## Lifting oxygen from titanium: the point at 2.126 Å

An oxygen layer sits on a titanium slab and is raised step by step while the titanium atoms stay fixed. Energy and force are known close to the surface and far out, but not at a height of 2.126 Å. The question is whether the bond between oxygen and titanium tells enough to fill that gap.

An O atom above a rigid four-layer fcc Ti(111) slab (1×1 cell, edge 2.868 Å): height over the highest Ti atom, energy extrapolated to zero smearing and counted from the scan's lowest point, and force on O. Ansatz 0.2.0, plane-wave PAW, PBEsol, scalar-relativistic, no spin polarisation; cutoff 420 eV, k mesh 12×12×1, Gaussian smearing of 0.1 eV.

| height (Å) | energy (eV) | force along normal (eV/Å) |
| --- | --- | --- |
| 0.376 | 2.320 | 6.825 |
| 0.626 | 0.756 | 4.969 |
| 0.926 | 0.000 | 0.000 |
| 1.226 | 0.666 | -4.151 |
| 1.626 | 2.909 | -6.145 |
| 2.126 | ? | ? |
| 2.926 | 7.777 | -1.963 |
| 3.926 | 8.910 | -0.518 |

**Reading the columns.** The height is measured from the highest titanium atom, and the energy counts from the lowest point of the scan. A positive force along the normal pushes the oxygen outward; a negative one pulls it back. The force is minus the slope of the energy. Between the last two rows, for instance, the energy rises by 8.910 − 7.777 = 1.133 eV over 1 Å, and this mean pull lies between the computed pulls at the two ends.

**Where the oxygen sits.** At the lowest energy it has three titanium neighbours at 1.90 Å. Together with the cell edge of 2.868 Å this fits a hollow between three atoms. The O–Ti distance d then follows from Pythagoras: d² = height² + edge²/3. Raising the oxygen stretches three equal bonds at once, but they are slanted, so d changes more slowly than the height.

**Why the inner wall is soft.** From 0.926 to 0.376 Å the oxygen sinks by 0.55 Å, yet each bond shortens by only 0.2 Å. The atom is slipping into the gap between its neighbours. Moreover, only the part of each bond force that points along the normal counts, a share equal to height divided by d. At the smallest height this share is about a fifth, which can account for a push that grows less on the last step inward than on the one before. The three bonds do not act alone, though: as the oxygen sinks by 0.55 Å, the inward force on the second titanium layer grows from 1.7 to 3.2 eV/Å.

**Why the pull has a maximum.** Stretching a diatomic molecule such as TiO is the simpler case. At first the restoring force grows with the stretch; later the orbitals overlap less and less, and the force dies away. The comparison holds for each bond, not for the whole motion: in the molecule the full force acts along the line of pulling, whereas here the slant matters. Among the known rows the pull is strongest at 1.626 Å. The peak itself could lie somewhat further out, but from there to 2.926 Å the mean pull is only (7.777 − 2.909)/1.3 = 3.74 eV/Å. That leaves little room for a pull that still grows up to 2.126 Å, so the missing point should lie on the weakening side.

**The model.** A Morse curve puts this into one line:

energy = D · (1 − exp(−s · (d − d₀)))²

Here d₀ is the bond length at the minimum, D the depth and s the steepness. Fitting D and s to the seven known energies gives 8.868 eV and 2.033 per Å, with a typical misfit of 0.12 eV. The same formula written in the height instead of d misfits by 0.56 eV. The bond length is thus the better variable for these rows, which supports the geometric argument without proving it.

**The estimate at 2.126 Å.** This row took no part in the fit.

1. The bond length is d = √(2.126² + 2.868²/3) = 2.695 Å, a stretch of 0.798 Å from d₀ = 1.897 Å.
2. With more digits kept than are printed here, the exponential is exp(−2.033 × 0.798) ≈ 0.198, so the energy is 8.868 × 0.802² ≈ 5.71 eV.
3. The curve is known to run too high at both neighbouring rows, by 0.05 eV at 1.626 Å and 0.21 eV at 2.926 Å. A cubic carries these misses to the point between them and lowers the estimate by about 0.10 eV. The misses in slope, treated in the same way, take off another 0.06 eV.

The force is corrected likewise. The forecasts are:

- **Energy:** 5.55 ± 0.15 eV, above the 4.78 eV of a straight line between the neighbouring rows.
- **Force:** −4.2 ± 0.4 eV/Å, a weaker pull than at 1.626 Å and a stronger one than at 2.926 Å.

The error bars are judged from how far simple estimates differ; they are not statistical. One of these estimates is a bare cubic through the energies and forces of the two neighbours, with no bond model in it. It gives 5.45 eV and −4.1 eV/Å.

The withheld rows as computed:

| height (Å) | energy (eV) | force along normal (eV/Å) |
| --- | --- | --- |
| 2.126 | 5.396 | -4.113 |

**Hit and miss.** The force of −4.113 eV/Å falls well inside its range, and the energy does lie above the straight line. But the energy of 5.396 eV is 0.16 eV below the forecast, just outside the error bar. That bar was too narrow: when single known rows were left out of the fit, the Morse curve missed them by typically 0.26 eV. The bare cubic came closer in both quantities, so at this point the bond model made the forecast worse.

**What went wrong between the rows.** From 1.626 to 2.126 Å the energy rises by 5.396 − 2.909 = 2.487 eV, a mean pull of 4.97 eV/Å. The average of the pulls at the two ends is higher, (6.145 + 4.113)/2 = 5.13 eV/Å. The pull therefore seems to have dropped early in this step, whereas the forecast let it stay near its maximum for longer. This reading trusts forces and energies to agree closely; the program warns of a rough exchange–correlation potential in thin density, and a small mismatch between the two would look the same.

**Where one Morse curve is not enough.** Further out the error in the force is reversed. At 3.926 Å the computed pull is about twice that of the fitted curve. The real curve of this calculation thus weakens sooner than the model and then fades more slowly, which a single steepness s does not reproduce. The missing spin is expected to play a part in the slow tail: as the bond breaks, the calculation denies oxygen the energy it would gain by unpairing electrons, so the curve keeps climbing. Charge that stays on the departing oxygen may add to this, but that is a guess, since no charges are at hand.

**What the far energies do not give.** The fitted depth D is not the cost of removing oxygen: it lies slightly below the last computed energy, where the oxygen is still being pulled back. That last energy is no removal cost either. The calculation leaves out spin, while a free oxygen atom has two unpaired electrons, so the energies far from the surface are too high. The scan also lifts a complete oxygen layer from titanium atoms that cannot respond, which is not how a single atom leaves a real surface. And the slab is cut from face-centred cubic titanium, whereas the metal is hexagonal at room temperature.

The printed output below lists both fits and compares the forces of the bond-length curve row by row.

Printed output of the fit:

```
fit of energy on 7 rows: coefficient of (1 - exp(-s*(d - d0)))**2 8.868 +/- 0.099, s 2.033; rms 0.117, worst 2.926 0.212, leave-one-out rms 0.258
  rows outside the fit (model, value, miss): 2.126 5.71, 5.396, 0.314
fit of energy on 7 rows: coefficient of (1 - exp(-s*(height - h0)))**2 11.88 +/- 0.64, s 0.7388; rms 0.559, worst 1.626 -0.972, leave-one-out rms 1.61
  rows outside the fit (model, value, miss): 2.126 4.108, 5.396, -1.29
straight line between the neighbours at 2.126 A in eV: 4.781
bare cubic energy at 2.126 A in eV: 5.447
bare cubic force at 2.126 A in eV/A: -4.097
forecast energy at 2.126 A in eV (judged bar 0.15): 5.552
computed energy at 2.126 A in eV: 5.396
forecast less computed energy in eV: 0.1561
forecast force at 2.126 A in eV/A (judged bar 0.4): -4.186
computed force at 2.126 A in eV/A: -4.113
forecast less computed force in eV/A: -0.0735
bond-length curve against the table:
    row  O-Ti distance A  height over distance  curve energy eV  curve force eV/A  curve less table force eV/A
  0.376            1.698                0.2214            2.211             5.978                      -0.8467
  0.626             1.77                0.3536           0.7693             4.862                      -0.1067
  0.926            1.897                0.4881                0                 0                            0
  1.226             2.06                0.5951           0.7067            -4.348                      -0.1968
  1.626            2.321                0.7006            2.956            -6.166                     -0.02073
  2.126            2.695                0.7889             5.71             -4.51                      -0.3973
  2.926            3.362                0.8703            7.989            -1.515                       0.4477
  3.926            4.261                0.9214            8.723           -0.2695                       0.2485
```
